\section*{What is to be shown}

A forward-biased LED can emit more optical power than the electrical power it receives; lattice heat supplies the difference. We derive when this happens, which bias gives the most cooling, why the wall-plug efficiency (WPE) diverges as $1/V$ at small bias, and what the second law permits. At each \textbf{Predict}, write down your answer before reading on.

Conventions: $q>0$ is the elementary charge, $V>0$ is forward bias, $v=qV/kT$, all currents and powers are per unit emitting area, and $Q>0$ is heat flowing \emph{into} the device.

\section*{Premises}

\begin{enumerate}
\item[P1] Steady state. Device, heat bath, both leads (same metal) and the radiating surroundings are at one temperature $T$.
\item[P2] Electrons and holes follow Fermi distributions at $T$ whose quasi-Fermi levels are split by $\mu=qV$ throughout the active region (no series resistance).
\item[P3] The device emits from one flat face into a hemisphere of air. Its absorptance for band-to-band transitions is a constant $a$ for photon energy $E>E_g$ and zero below, independent of angle and bias.
\item[P4] $E_g-qV\gg kT$ (Boltzmann limit).
\end{enumerate}

\section*{Step 1: the emitted light}

Take a transition of energy $E$ between a conduction state of occupation $f_c$ and a valence state of occupation $f_v$, coupled to a photon mode of occupation $f$. Emission goes as $f_c(1-f_v)(1+f)$ and absorption as $f_v(1-f_c)f$, with the same coefficient. P2 gives $f_c(1-f_v)/[f_v(1-f_c)]=e^{-(E-\mu)/kT}$, so the two rates balance at
\begin{equation}
f(E,\mu)=\frac{1}{e^{(E-\mu)/kT}-1},
\label{eq:f}
\end{equation}
the generalized Planck law (W\"urfel, 1982). Free space has $2E^2/(h^3c^3)$ modes per unit volume, energy and solid angle, counting both polarizations. Multiplying by $c\cos\theta$ and using $\int\cos\theta\,d\Omega=\pi$ over the hemisphere gives the mode flux $G(E)=2\pi E^2/(h^3c^2)$. A device immersed in radiation of occupation \eqref{eq:f} is in balance with it, so it emits what it would absorb, $aGf(E,\mu)$. The actual surroundings (P1) send in $f_0=f(E,0)$, of which $aGf_0$ is absorbed.

\textbf{Predict.} Under P4, does the shape of the net spectrum depend on $V$?

It does not. P4 gives $f\simeq e^{-E/kT}e^{v}=f_0e^{v}$, so bias multiplies every energy by the same factor. With $y=E_g/kT$, repeated integration by parts gives the net photon flux
\begin{equation}
\Phi=\Phi_0\,(e^{v}-1),\qquad
\Phi_0=a\,\frac{2\pi (kT)^3}{h^3c^2}\,(y^2+2y+2)\,e^{-y},
\label{eq:phi}
\end{equation}
and the mean photon energy, the ratio of the $E^3$ and $E^2$ moments,
\begin{equation}
\frac{\langle h\nu\rangle}{kT}=\frac{y^3+3y^2+6y+6}{y^2+2y+2}=y+1+\frac{2y+4}{y^2+2y+2}\equiv x_0 .
\label{eq:x0}
\end{equation}
We define the external quantum efficiency on the \emph{net} flux, $\eta=q\Phi/J$, so that the equilibrium glow, which the surroundings return, is not credited to the current.

\section*{Step 2: the energy balance}

Draw a boundary around the chip and its contacts. Electrical power $JV$ enters, net optical power $P=\Phi\langle h\nu\rangle=\eta J\langle h\nu\rangle/q$ leaves, and heat $Q$ enters. The energy that carriers transport along the two identical leads cancels apart from $JV$. Photons that never escape, and nonradiative recombination, stay inside the boundary and need no separate term. In steady state $JV+Q=P$, hence
\begin{equation}
Q=J\left(\frac{\eta\langle h\nu\rangle}{q}-V\right),\qquad
\mathrm{WPE}\equiv\frac{P}{JV}=\frac{\eta\langle h\nu\rangle}{qV}.
\label{eq:Q}
\end{equation}
For $J>0$, the statements $Q>0$, $\mathrm{WPE}>1$ and $qV<\eta\langle h\nu\rangle$ are equivalent. Physically, the source pays $qV$ per electron, and carriers collect the rest of $\langle h\nu\rangle$ from phonons on their way into the active region.

\section*{Step 3: the bias of greatest cooling}

Let $\eta$ be constant. Then \eqref{eq:phi} forces $J=J_0(e^v-1)$ with $J_0=q\Phi_0/\eta$: under our premises a constant EQE means an ideal diode of ideality factor one. With $x=\eta x_0$,
\begin{equation}
Q=\frac{J_0kT}{q}\,(e^{v}-1)(x-v).
\label{eq:Qv}
\end{equation}

\textbf{Predict.} $Q$ vanishes at $v=0$ and at $v=x$. For $x\gg1$, is the maximum near the middle or near one end?

Differentiate:
\begin{equation}
\frac{dQ}{dv}=\frac{J_0kT}{q}\,e^{v}\left[x-v-1+e^{-v}\right].
\end{equation}
The bracket decreases strictly, equals $x>0$ at $v=0$ and $e^{-x}-1<0$ at $v=x$, so it has exactly one root $v^*$, where $Q$ turns from rising to falling:
\begin{equation}
v^*=x-1+e^{-v^*}.
\label{eq:vs}
\end{equation}
Put $w=v^*-x+1=e^{-v^*}$. Then $w=e^{-w}e^{1-x}$, or $we^{w}=e^{1-x}$, so $v^*=x-1+W(e^{1-x})$ with $W$ the principal Lambert function. Inserting $x-v^*=1-e^{-v^*}$ in \eqref{eq:Qv},
\begin{equation}
Q^*=\frac{J_0kT}{q}\,(e^{v^*}-1)(1-e^{-v^*})=\frac{4J_0kT}{q}\sinh^2\frac{v^*}{2}.
\end{equation}
For $x\gg1$ the term $e^{-v^*}$ drops out:
\begin{equation}
qV^*=\eta\langle h\nu\rangle-kT,\qquad Q^*=J^*\,\frac{kT}{q},\qquad \mathrm{WPE}^*=\frac{x}{x-1}.
\label{eq:opt}
\end{equation}
The maximum lies one $kT$ below the upper end, and each electron then removes a net heat $kT$. For $x\ll1$, expanding $e^{-v^*}\simeq1-v^*$ in \eqref{eq:vs} gives $v^*\simeq x/2$, the middle; the rule \eqref{eq:opt} would there give a negative voltage and does not apply.

\section*{Step 4: small bias}

\textbf{Predict.} For $v\ll1$, with what powers of $V$ do $P$ and $JV$ scale?

From \eqref{eq:phi}, $P\simeq\Phi_0\langle h\nu\rangle v$ is linear. Every current channel vanishes at equilibrium and responds linearly near it, so $J\simeq\mathcal G V$ with a zero-bias conductance $\mathcal G$, and $JV\simeq\mathcal GV^2$ is quadratic. The EQE therefore tends to a finite limit $\eta_0=q^2\Phi_0/(kT\,\mathcal G)$, and
\begin{equation}
\mathrm{WPE}\simeq\frac{\eta_0\langle h\nu\rangle}{qV}\qquad(qV\ll kT).
\label{eq:low}
\end{equation}
However small $\eta_0$ is, WPE exceeds one at low enough bias.

To see this with a real loss channel, add Shockley--Read--Hall (SRH) recombination through a midgap trap with equal lifetimes $\tau$, in a well with $n=p=n_ie^{v/2}$. Its rate is
\begin{equation}
\frac{np-n_i^2}{\tau(n+p+2n_i)}=\frac{n_i(e^{v}-1)}{2\tau(e^{v/2}+1)}=\frac{n_i}{2\tau}\,(e^{v/2}-1).
\end{equation}
Write $J=J_1(e^v-1)+J_2(e^{v/2}-1)$, with $J_1=q\Phi_0/\eta_\infty$, where $\eta_\infty$ is the EQE without SRH, and $\rho=J_2/J_1$. Dividing $q\Phi$ by $J$,
\begin{equation}
\eta(v)=\frac{\eta_\infty}{1+\rho/(e^{v/2}+1)},\qquad \eta_0=\frac{\eta_\infty}{1+\rho/2}.
\label{eq:srh}
\end{equation}

\section*{Step 5: the second law}

\textbf{Predict.} Does the second law put a finite ceiling on \eqref{eq:low}?

Let $S$ be the net entropy flux carried out by light. Electrical work carries no entropy, the carrier entropy flows in the identical leads cancel, and heat brings in $Q/T$. In steady state the entropy production is $\sigma=S-Q/T\ge0$. With $Q=P-JV$ this reads $JV\ge P-TS$, or
\begin{equation}
\mathrm{WPE}\le\frac{P}{P-TS}=\frac{1}{1-T/T_F},\qquad T_F\equiv\frac{P}{S},
\label{eq:carnot}
\end{equation}
the Carnot limit of a heat pump delivering at the flux temperature $T_F$ of the net light.

Now evaluate $P-TS$ for $a=1$. A photon mode has entropy $s(f)=k[(1+f)\ln(1+f)-f\ln f]$, so $ds/df=k\ln(1+1/f)$. Along the family \eqref{eq:f}, $1+1/f=e^{(E-\mu')/kT}$, so $T\,ds=(E-\mu')\,df$. Each incoming mode has $\mu'=0$ and each outgoing mode above the gap has $\mu'=qV$; below the gap in and out cancel. Integrating between the two states under P4, with $u=\mu'/kT$,
\begin{equation}
E\,\Delta f-T\,\Delta s=\int\mu'\,df=f_0kT\int_0^{v}ue^{u}\,du=f_0kT\left[(v-1)e^{v}+1\right].
\end{equation}
Dividing by $\Delta f=f_0(e^v-1)$ gives a free energy per net photon that is the same for all $E$:
\begin{equation}
kT\,g(v),\qquad g(v)=\frac{v}{1-e^{-v}}-1 .
\end{equation}
Thus $P-TS=\Phi\,kTg$, and
\begin{equation}
\mathrm{WPE}\le\frac{x_0}{g(v)}\;\longrightarrow\;
\begin{cases}2\langle h\nu\rangle/qV, & v\ll1,\\[2pt] \langle h\nu\rangle/(qV-kT), & v\gg1,\end{cases}
\label{eq:bound}
\end{equation}
since $g\simeq v/2$ and $g\simeq v-1$ in the two limits. There is no finite ceiling: as $V\to0$, $T_F\to T$ and the bound itself diverges as $1/V$. At small bias the diode reaches the fraction $\eta_0/2$ of it.

\textbf{Predict.} Can \eqref{eq:Q} violate \eqref{eq:bound} at some intermediate bias?

No. $T\sigma=JV-\Phi kTg=(JkT/q)(v-\eta g)$. The inequality $g<v$ rearranges to $(1+v)e^{-v}<1$, that is $1+v<e^v$, which holds for all $v>0$; with $\eta\le1$, $\sigma>0$. For $a<1$ the outgoing occupation is $f_0+a(f-f_0)$, which equals $f_0e^{v'}$ with $e^{v'}-1=a(e^v-1)$. Then $g(v')$ replaces $g(v)$; because $v'<v$ and $g$ increases, the bound only loosens.

\section*{Range of validity}

\begin{itemize}
\item \emph{Nondegeneracy.} P4 drops terms of relative size $e^{v-y}$. At the optimum $y-v^*\simeq(1-\eta)x_0$, because $x_0\simeq y+1$. As $\eta\to1$, \eqref{eq:opt} pushes $qV^*$ to the gap, where P4 and the bias-independent $a$ of P3 fail. One needs $(1-\eta)\langle h\nu\rangle\gtrsim3kT$.
\item \emph{Constant EQE.} Only Step 3 uses it. SRH loss at low current, and Auger loss or carrier escape at high current, break it. Equations \eqref{eq:Q} and \eqref{eq:low} hold regardless.
\item \emph{Series resistance.} A specific resistance $R_s$ lowers $Q$ by $J^2R_s$, negligible at the optimum if $J^*R_s\ll kT/q$.
\item \emph{Equal temperatures.} $Q$ is the pumping capacity at zero temperature difference. With colder surroundings the device radiates net power even at $V=0$, and the net flux and $\eta$ must be redefined.
\item \emph{Spectrum.} A step absorptance fixes $\Phi_0$ and $x_0$; another bias-independent $a(E)$ changes those two constants and leaves the other results in the same form (with $v'$ depending on $E$ in Step 5).
\end{itemize}

\section*{Illustration: InGaN violet LED at 600 K}

Inputs: $T=600$ K; $E_g=2.95$ eV, an approximate edge for a violet InGaN well at this temperature; $a=1$, which makes all current and power densities at a given bias upper limits ($J_0$, $J^*$ and $Q^*$ scale with $a$, and thin wells have $a<1$); and an assumed, optimistic $\eta=0.80$.

Then $kT=51.70$ meV, $y=57.06$, $x_0=58.09$, and $\langle h\nu\rangle=3.004$ eV (413 nm). Equation \eqref{eq:phi} gives $\Phi_0=7.66\times10^{-3}$ cm$^{-2}$\,s$^{-1}$, so $J_0=1.53\times10^{-21}$ A/cm$^2$. The nondegeneracy condition reads $\eta\lesssim0.95$ and is met.

\textbf{Predict.} Which regime gives the larger WPE, and which the larger cooling?

\emph{Optimum at constant EQE.} $x=46.47$, so cooling persists up to $2.403$ V. The optimum is $v^*=45.47$, $V^*=2.351$ V, with $J^*=86$ mA/cm$^2$, $Q^*=4.4$ mW/cm$^2$ and $\mathrm{WPE}^*=1.022$, against a second-law bound of $1.31$. Raising $\eta$ by $0.01$ multiplies $e^{v^*}$ by $1.8$, so two figures are all that $J^*$ and $Q^*$ deserve. The Boltzmann correction is $e^{v^*-y}=9.3\times10^{-6}$. An approximate $R_s=0.01\ \Omega\,$cm$^2$ drops $0.86$ mV and costs $1.7\%$ of $Q^*$. Once the chip cools by $\Delta T$, a thermally black face gains $4\sigma_{\rm SB}T^3\Delta T$ from the surroundings ($\sigma_{\rm SB}$ is the Stefan--Boltzmann constant), here $4.9$ mW/cm$^2$ per kelvin, which alone cancels $Q^*$ at $\Delta T=0.9$ K.

\emph{Small bias.} At $V=5$ mV and the same $\eta$, \eqref{eq:Q} gives $\mathrm{WPE}=481$, below the bound $1.18\times10^{3}$. The net flux is $7.8\times10^{-4}$ cm$^{-2}$\,s$^{-1}$, one extra photon per cm$^2$ every 21 minutes. With $y\approx57$ the $1/V$ regime is thermodynamically sound and practically dark.

\emph{The size of the SRH loss.} This term decides the outcome. Let $\eta_\infty=0.80$, so $J_1=J_0$, and let $J_{1/2}$ be the current density at which $\eta=\eta_\infty/2$. For $\rho\gg1$, \eqref{eq:srh} puts that point at $e^{v/2}=\rho$, so $J_{1/2}=2J_1\rho^2$. An assumed $J_{1/2}=1$ A/cm$^2$ gives $\rho=1.8\times10^{10}$. At $2.351$ V the EQE is then $0.23$ and the WPE $0.30$: the device heats. At small bias $\eta_0=8.9\times10^{-11}$, and WPE exceeds one only below $\eta_0\langle h\nu\rangle/q=0.27$ nV.

\textbf{Predict.} How small must $J_{1/2}$ be for a cooling window to open at high bias?

For $v\gg1$, $\mathrm{WPE}=x/[v(1+b)]$ with $b=\rho e^{-v/2}$ and $x=\eta_\infty x_0$. The denominator is stationary where $1+b-vb/2=0$, that is $b=2/(v-2)$, and there it equals $v^2/(v-2)$. The window opens when this minimum falls to $x$, so $v^2-xv+2x=0$, whose large root is
\begin{equation}
v_c=\tfrac12\left(x+\sqrt{x^2-8x}\right)=44.38,
\end{equation}
or $V_c=2.29$ V, with $b_c=0.0472$. The threshold is $J_{1/2}=2J_1b_c^2e^{v_c}=0.13$ mA/cm$^2$. With these inputs, net cooling at high bias requires the EQE to hold half of its limiting value down to current densities below about $0.13$ mA/cm$^2$ at 600 K.